Q: I evaporate aluminium onto graphene for contacts, and I want to know what a single Al atom feels as it moves across the sheet. This calculation follows one atom from the middle of a carbon ring to the middle of the next. The energies go up in two steps and come down in three. Is the hill lopsided?

Ansatz 0.2.0, PBE-D3(BJ), PAW, plane waves to 420 eV, 2x2x1 k mesh, Gaussian smearing of 0.05 eV, spin-polarised: one Al atom hopping between neighbouring hollows of a 3x3 graphene cell. Climbing-image nudged elastic band with four images between relaxed ends, converged to 0.05 eV/Å; the band force is the largest component on each image.

```
row  energy over the start (eV)  path length (Å)  band force (eV/Å)
  1                       0.000            0.000                n/a
  2                       0.051            0.584              0.025
  3                       0.107            1.169              0.001
  4                       0.077            1.569              0.001
  5                       0.021            1.970              0.001
  6                       0.000            2.370                n/a
```

A: Look at the path length before you look at the energy. It measures how far the structure has moved from the start, in Å, and the images are not evenly spaced along it. The first two steps are about 0.58 Å long and the last three about 0.40 Å. The highest image, row 3, lies at 1.169 Å of 2.370 Å, which is almost exactly halfway.

The uneven steps come from the method. Row 3 is the climbing image, which the program drives up to the top of the path. The other images are spread evenly on either side of it, and with four images between the ends, one side gets one and the other gets two.

Now sort the rows by their distance from the nearer end instead of by their number. The order becomes the two ends, then row 5, row 2, row 4 and row 3, and the energy rises at every step of that sequence. So the hill has one top in the middle, and the list looks lopsided because there is one image on the way up and two on the way down. The two ends are equivalent hollows, so nothing in the physics favours one side.

Q: What is the atom passing at the halfway point?

A: A carbon–carbon bond. Two neighbouring rings share one bond, and the straight line between their centres crosses it at its middle. In the hollow the atom has six carbon neighbours at 2.59 Å. Over the bond it has two close ones and four that are farther away.

You can work out how close they come, because the path is hardly longer than a straight line. The Al atom ends up 2.364 Å from where it began, and the whole path is 2.370 Å. If the atom climbed by a height h at the middle, each half of the path would be the long side of a right triangle, so h can be at most about √(1.185² − 1.182²) Å, less than 0.1 Å. The atom slides across at nearly constant height.

At that height, about 2.2 Å above the sheet, the two carbons of the bond come to roughly 2.3 Å from the aluminium, and the next four move out to about 2.9 Å. Six equal contacts have become two tight ones and four loose ones. That rearrangement is the structural side of the barrier.

Q: Two tight contacts instead of six comfortable ones sounds like a serious loss. Why does it cost only 0.107 eV?

A: Consider two extreme cases. In the first, the sheet is a perfectly smooth layer of electrons with its positive charge smeared out evenly. An atom could be held firmly to such a sheet and still slide along it for nothing, because every place would be the same as every other. In the second, the atom forms directional bonds with particular carbons, and to move it has to break them before it can make new ones. How strongly an atom is held and how hard it is to move sideways are therefore separate questions.

Aluminium on graphene is close to the first case. The accepted picture is that the atom gives roughly one electron to the mobile π electrons of the sheet and is then held as a positive ion. The attraction between an ion and a spread-out charge has little sense of direction. What remains of the lattice is probably felt mainly through the overlap of the ion's electron cloud with the nearest carbons, which the two tight contacts would make worse. The calculation does not separate this part of the energy from the rest.

Q: Does this calculation show the transfer of charge?

A: Not directly. With the atom over the bond, at the highest image, the cell holds an odd number of electrons and has no magnetic moment, so at least one band must be partly filled and the system is a metal. A donated electron in the π bands would produce just that, but so could other arrangements. The run was also started without magnetic moments, so a magnetic state was not tested. The small barrier also suits the ionic picture without proving it. I rely on the general chemistry of aluminium on graphene for this step.

Q: Suppose I accept that the hill is low. Why does it have this rounded shape, and not a sharp ridge between two bowls?

A: The level top needs no special reason: on a smooth energy surface, a hill with two mirrored halves is always flat at its middle. How simple the rest of the slope is depends on height. The atom rides above a periodic lattice and feels it from a distance. Any periodic landscape can be written as a sum of waves, the longest having the period of the lattice and the others being shorter. The influence of each wave fades with height above the sheet, and the short ones fade fastest. Far enough up, only the longest waves are left.

For a honeycomb there are three longest waves of equal strength, running in three directions. Let V be their strength and φ₁, φ₂ and φ₃ their phases, all zero at a ring centre. The energy above the hollow is then

E = V (3 − cos φ₁ − cos φ₂ − cos φ₃)

Along the line from one ring centre to the next, one phase stays at zero. The other two run through a full turn in opposite directions, so their cosines are equal. With s for the path length and L for the length of the whole hop, this becomes

E(s) = 2V [1 − cos(2πs/L)] = E_b sin²(πs/L)

where E_b = 4V is the barrier. This curve is flat at both hollows, steepest halfway up and rounded at the top.

Q: Does it describe the computed points, or does it merely look like them?

A: Try it on row 5, which played no part in setting the curve. I take E_b = 0.107 eV from row 3 and L = 2.370 Å from row 6, and nothing is fitted. Row 5 lies at s = 1.970 Å, which is 0.83 of the way across. The square of the sine is then 0.256, and the predicted energy is 0.256 × 0.107 eV, or about 0.027 eV.

The calculation gives 0.021 eV. The curve is too high by about 0.006 eV, which is a large part of the energy at that point but only about 6% of the barrier. This is its worst miss. For row 4 it is too high by about 0.005 eV, and for row 2 by about 0.001 eV.

The sharp ridge does much worse. Put a parabolic bowl around each hollow, let the two bowls meet at the middle with the same barrier, and row 2 should lie at 0.026 eV. The computed value is 0.051 eV, about twice as much. The points thus fit one continuous, gently waved surface better than two separate wells that meet at an edge. Other smooth, symmetric hills would also beat the ridge, so this does not prove the three-wave picture.

Q: Your curve misses more on the way down than on the way up. Is there something different about the second half?

A: Hardly. Between two exact ring centres the halves would be mirror images by symmetry, and the relaxed ends lie close to those centres. You can test how well the band obeys this. The mirror point of row 2 falls between rows 4 and 5, and a straight line drawn between those two gives 0.047 eV there, against 0.051 eV in row 2. The two sides therefore disagree by about 0.004 eV.

That disagreement is nearly as large as the misses of the curve, so I would not look for chemistry in it. A band is relaxed only until the forces on its images fall below a chosen limit. The column "band force" shows the largest remaining component, and row 2 has the highest value, 0.025 eV/Å, which is still within the limit. A force that small probably changes the energy very little, so the positions of the ends may matter more. The distance between them is about 0.1 Å shorter than that between ring centres. If the two ends do not share this shortfall equally, one side of the hill is shifted against the other. On a slope of about 0.14 eV/Å, a shift of 0.03 Å is already worth 0.004 eV. No run with a tighter limit was made to test either cause. The profile can be trusted for its overall shape, but not for features of a few thousandths of an eV.

There is also a simplification in the curve itself. The ring centres are 2.466 Å apart, and I used the slightly shorter length of the path in place of this lattice period. Using the lattice period does not cure the misfit; it raises the prediction for row 5 to 0.031 eV. The three-wave landscape is a good first description and no more than that.

Q: Why should the atom go over the bond at all? It could pass over a carbon atom.

A: The same three waves give an answer. Over the middle of a bond the energy is 4V. Directly over a carbon atom each cosine equals −1/2, and the energy is 4.5V. In this landscape the carbon atoms are the hilltops, and the bonds are the passes between them.

The pass is only slightly lower than the hilltop, so the preference is mild. This part is an argument from the model: the calculation followed one route only, and it did not confirm that the highest image is a true pass, with a single downhill direction. The barrier belongs to this route.

Q: What does it mean at room temperature?

A: At 300 K the barrier is about four times the thermal energy kT. The chance of having enough energy on a given attempt is roughly e⁻⁴, or one or two in a hundred. The curvature of the sine curve and the mass of aluminium give about 10¹² attempts per second. Together they give some 10¹⁰ hops per second in a given direction, which is good to an order of magnitude at best.

For your contacts this means that a lone aluminium atom on clean graphene does not stay where it lands. It wanders until it meets a defect, an edge or other aluminium atoms. Since metal atoms also bind to one another, a thin deposit tends to gather into islands before it closes into a film.

Q: Would that conclusion survive if the barrier is wrong?

A: Most likely. Semilocal functionals tend to make barriers too low, so the true value may well be higher. If it were half as high again, hopping at 300 K would be about eight times slower, which is still extremely fast on the time scale of a deposition.

The second digit of the barrier is less secure. The electronic states were sampled at so few points that the highest image, with the atom over the bond, shows a gap of almost 1 eV between filled and empty levels, which a metal does not have. The copies of the atom in the neighbouring cells are only 7.4 Å away and move along with it, and the field of the one-sided charge layer was not corrected for. The dispersion term treats aluminium as a neutral atom, although it is probably an ion. Each of these can shift the energies, and none was varied here. The barrier is also a difference of electronic energies alone, without the zero-point motion of the atoms.

Q: If I changed the metal, what should I ask first?

A: Ask how high the atom sits and whether its bonds have a direction. An ion that rides higher feels the waves of the lattice more weakly, so I would expect a lower hill of the same rounded shape. An atom that makes directional bonds with single carbons feels the short waves too, and then neither the low barrier nor the simple sine can be taken for granted.
